**Notebook: bismuth stripped from 78 to 7 electrons**

How do the parts of the Dirac-Hartree-Fock energy run as $Z=83$ loses electrons, and do the ions with $N\ge37$ electrons predict the last five? The total is $E=T+V_{ne}+V_{ee}$ (kinetic, electron-nucleus, electron-electron), in hartree.

Bismuth ions computed with B-spline radial code 1: Dirac-Coulomb Hartree-Fock for a spherical atom at the basis-set limit, averaged over each configuration of nl shells, with a Fermi nucleus (mass number 209, rms radius 5.5211 fm). The kinetic energy is the expectation value of c α·p + (β − 1)c², so the rest energy is excluded.

| species | Z | charge (e) | electrons | configuration | E total (hartree) | kinetic (hartree) | electron-nucleus (hartree) | electron-electron (hartree) | −Vee/Vne |
| --- | --- | --- | --- | --- | --- | --- | --- | --- | --- |
| Bi5+ | 83 | 5 | 78 | [Xe] 4f14 5d10 | -21560.44 | 25172.8 | -54482.2 | 7748.99 | 0.1422 |
| Bi11+ | 83 | 11 | 72 | [Xe] 4f14 5d4 | -21530.65 | 25144.2 | -54061.9 | 7387.05 | 0.1366 |
| Bi17+ | 83 | 17 | 66 | [Kr] 4d10 4f14 5s2 5p4 | -21466.83 | 25078.9 | -53514.3 | 6968.65 | 0.1302 |
| Bi23+ | 83 | 23 | 60 | [Kr] 4d10 4f13 5s1 | -21349.68 | 24952.6 | -52767.8 | 6465.54 | 0.1225 |
| Bi29+ | 83 | 29 | 54 | [Kr] 4d10 4f8 | -21162.23 | 24765.4 | -51725.3 | 5797.68 | 0.1121 |
| Bi35+ | 83 | 35 | 48 | [Kr] 4d10 4f2 | -20898.62 | 24509.2 | -50491.3 | 5083.45 | 0.1007 |
| Bi41+ | 83 | 41 | 42 | [Kr] 4d6 | -20515.18 | 24128.4 | -49029.3 | 4385.73 | 0.0895 |
| Bi46+ | 83 | 46 | 37 | [Kr] 4d1 | -20116.31 | 23728.4 | -47677.5 | 3832.73 | 0.0804 |
| Bi52+ | 83 | 52 | 31 | [Ar] 3d10 4s2 4p1 | ? | ? | ? | ? | ? |
| Bi58+ | 83 | 58 | 25 | [Ar] 3d7 | ? | ? | ? | ? | ? |
| Bi64+ | 83 | 64 | 19 | [Ar] 3d1 | ? | ? | ? | ? | ? |
| Bi70+ | 83 | 70 | 13 | [Ne] 3s2 3p1 | ? | ? | ? | ? | ? |
| Bi76+ | 83 | 76 | 7 | [He] 2s2 2p3 | ? | ? | ? | ? | ? |

**Limits.** With one electron $V_{ee}=0$, and the Thomas-Fermi neutral atom has $-V_{ee}/V_{ne}=1/7$, close to Bi5+. An electron of mean $\langle1/r\rangle$ takes away roughly $Z\langle1/r\rangle$ of attraction and $\sigma\langle1/r\rangle$ of repulsion, $\sigma$ being the charge that screens it. The quotient of the two losses, about $\sigma/Z$, falls from 0.86 in the first known step to 0.41 in the last. The ratio drops whenever this quotient exceeds it, which holds in every known step.

Without relativity $T/|E|=1$. A bare Dirac 1s electron has $E=c^2(\gamma-1)$ and $V_{ne}=-Z^2/\gamma$, so $T/|E|=1/\gamma=1.257$ with $\gamma=\sqrt{1-(Z\alpha)^2}=0.7957$. The known ions lie between, from 1.1675 upward, and the quotient should rise further as outer electrons go. The 1s value is no ceiling, though: a bare 2s or $2p_{1/2}$ electron has a larger quotient, a $2p_{3/2}$ electron a smaller one.

**Model.** Scale the repulsion by $\lambda$, so that $E=E_0+\lambda E_1+\lambda^2E_2+\lambda^3E_3$. Hellmann-Feynman then gives
$$V_{ee}=E_1+2E_2+3E_3,\qquad V_{ne}=Z\,\partial E/\partial Z .$$
$E_0$ sums bare Dirac levels and $E_1$ is the configuration-averaged repulsion of bare Dirac orbitals, both without parameters. Relaxation comes from expanding $-(Z-\sigma)^2/2n^2$: $E_2=-k_2\sum w\sigma^2\langle1/r\rangle/2Z$, with occupations $w$ and $\sigma$ from the charge inside each orbital. The form $E_3=-k_3\sum w\sigma^3\langle1/r\rangle/Z^2$ is a guess. The finite nucleus adds 6.5 to $E$, taken from the Dirac virial relation in Bi41+, and about 46 to $V_{ne}$.

Least squares on $E$ and $V_{ee}$, weighted by the inverse second-order sum, used the four rows with $N\le54$, which have no $n=5$ electrons and the smallest $\sigma/Z$. It gave $k_2=1.095$ and $k_3=0.012$, constants that trade against each other. $V_{ee}$ is met within 3.3 in the fitted rows and is 87 too high in unfitted Bi5+.

$V_{ne}$ was not fitted, and it is too shallow in every known row, by 84 to 144. This bias is left in the predictions and widens their bars.

**Worked row, Bi76+ (outside the fit).** The average over $2p^3$ puts one electron in $2p_{1/2}$ and two in $2p_{3/2}$. The bare attractions are $Z^2/\gamma$ for 1s, $Z^2/[4\gamma\sqrt{(1+\gamma)/2}]$ for 2s and $2p_{1/2}$, and $Z^2/[2\sqrt{4-(Z\alpha)^2}]$ for $2p_{3/2}$:
$$2(8658)+3(2284)+2(1807)=27782 .$$
The nucleus term and the $Z$ derivative of the repulsion terms (about 560) reduce this, while relaxation takes about 12 off $E_1=419$:
$$\frac{419-12}{27782-46-560}=0.0150 .$$
This average is not the lowest level, and the difference matters here, since the two 2p levels lie $650.5-565.1\approx85$ hartree apart in the Bi41+ run.

**Predictions.** Each bar adds the spread over three fits (four rows, all eight, Bi46+ alone), the worst fitted residual scaled by the second-order sum, 5% of that sum (doubled for $V_{ee}$) and a nucleus allowance. The bars refer to the Dirac-Coulomb Hartree-Fock values, not to real ions: correlation is missing, and the omitted Gaunt and self-energy terms are about 28 and 22 hartree in Bi41+. The range column gives the wider ranges stated in advance, that of Bi76+ rounded outward here.

| species | range of ratio | model ratio | $E$ | $T$ | $V_{ne}$ | $V_{ee}$ |
|---|---|---|---|---|---|---|
| Bi52+ | 0.068–0.072 | 0.0704(8) | −19507(20) | 23013(84) | −45739(82) | 3219(33) |
| Bi58+ | 0.055–0.059 | 0.0575(6) | −18507(13) | 21975(54) | −42949(52) | 2468(21) |
| Bi64+ | 0.041–0.045 | 0.0422(3) | −17073(6) | 20541(29) | −39270(28) | 1657(10) |
| Bi70+ | 0.028–0.031 | 0.0295(2) | −15328(3) | 18646(16) | −35005(16) | 1031(5) |
| Bi76+ | 0.014–0.017 | 0.0150(1) | −11971.8(1.5) | 14798(10) | −27176(10) | 406.7(1.8) |

1. The ratio falls in every step, within the ranges above.
2. Its drop per electron is 0.0015–0.0020 to Bi52+, then steeper, 0.0020–0.0027.
3. $V_{ee}$ lost per electron stays at 95–140 and peaks in a step that removes 3d.
4. $|V_{ne}|$ lost per electron rises each step, from about 300 to above 1200.
5. $T/|E|$ rises steadily to at least 1.22, still below the 1s value.
6. A shell-blind power law, ratio $\propto N^{0.879}$ (log-log fit to the same four rows), overshoots, worst at Bi76+.
7. The model's absolute misses shrink toward Bi76+, where the approximate nucleus term limits $V_{ne}$ and $T$.

The withheld rows as computed:

| species | Z | charge (e) | electrons | configuration | E total (hartree) | kinetic (hartree) | electron-nucleus (hartree) | electron-electron (hartree) | −Vee/Vne |
| --- | --- | --- | --- | --- | --- | --- | --- | --- | --- |
| Bi52+ | 83 | 52 | 31 | [Ar] 3d10 4s2 4p1 | -19508.79 | 23076.3 | -45799.3 | 3214.24 | 0.0702 |
| Bi58+ | 83 | 58 | 25 | [Ar] 3d7 | -18509.96 | 22015.8 | -42986.7 | 2460.90 | 0.0572 |
| Bi64+ | 83 | 64 | 19 | [Ar] 3d1 | -17076.70 | 20567.9 | -39292.8 | 1648.16 | 0.0419 |
| Bi70+ | 83 | 70 | 13 | [Ne] 3s2 3p1 | -15330.54 | 18656.4 | -35012.9 | 1025.95 | 0.0293 |
| Bi76+ | 83 | 76 | 7 | [He] 2s2 2p3 | -11972.67 | 14796.0 | -27173.8 | 405.074 | 0.0149 |

**Hits.** Forecasts 1 to 5 hold. $|V_{ne}|$ lost per electron climbs from 313 to 1307, as removal moves from $n=4$ into 2p. $T/|E|$ ends at 1.236, below the 1s value, as expected with two of the seven electrons in $2p_{3/2}$.

$V_{ee}$ lost per electron peaks at 135.5, where six 3d electrons go, and is 103 to 104 in those three of the five withheld steps that remove mostly s and p electrons. The argument is a balance of radius against the number of partners. A 3d electron is compact (mean radius about 0.15 bohr in the Bi41+ run, against about 0.35 for 4p) and still has at least 18 partners. Later steps remove 3p and 3s electrons of slightly larger mean radius, then the much smaller 2p, all with fewer partners.

**Misses.** Forecast 6 is partly wrong. The power law is 2% and 1% below the computed ratio at Bi52+ and Bi58+, and overshoots only from Bi64+, by 25% at Bi76+. The ratio falls more slowly while 4p is emptied and faster in 3d, which no single exponent follows.

Forecast 7 holds for $T$ and $V_{ne}$, whose miss shrinks from 60 to 2, the last within the nucleus allowance. It fails for $E$ and $V_{ee}$, whose misses peak at Bi64+, at 4.2 and 8.6, before reaching their smallest at Bi76+.

Of the 20 predicted energies 19 lie inside their bars. The exception is $V_{ee}$ of Bi70+, 5.5 too high against a bar of 4.8, which also puts its ratio, before rounding, just outside its bar. In all five rows both $E$ and $V_{ee}$ are predicted too high, the second by roughly twice the first. That is the pattern of an $E_2$ that is too weak, since $V_{ee}$ carries $2E_2$. The numbers thus suggest that relaxation terms fitted with $n=4$ electrons present are somewhat too weak for the more stripped ions.

From Bi52+ to Bi64+ the $V_{ne}$ bars held only because they contained a known bias. From Bi11+ onward the bias shrinks with relaxation as the ion is stripped, which points to the $Z$ dependence of the higher-order terms. The guessed $E_3$ is unlikely to be the main cause. Its weight relative to $E_2$ falls with $\sigma/Z$, whereas the bias grows from about 5% of the relaxation $E_1-V_{ee}$ at Bi29+ to about 10% at Bi46+, and stays at 10% or more up to Bi70+. That leaves the $Z$ dependence of $E_2$. Without relativity $E_2$ would not depend on $Z$ at all, so the likely reading is that relativity makes it grow with $Z$ faster than the screening formula allows. Runs at a neighbouring nuclear charge would test this directly.
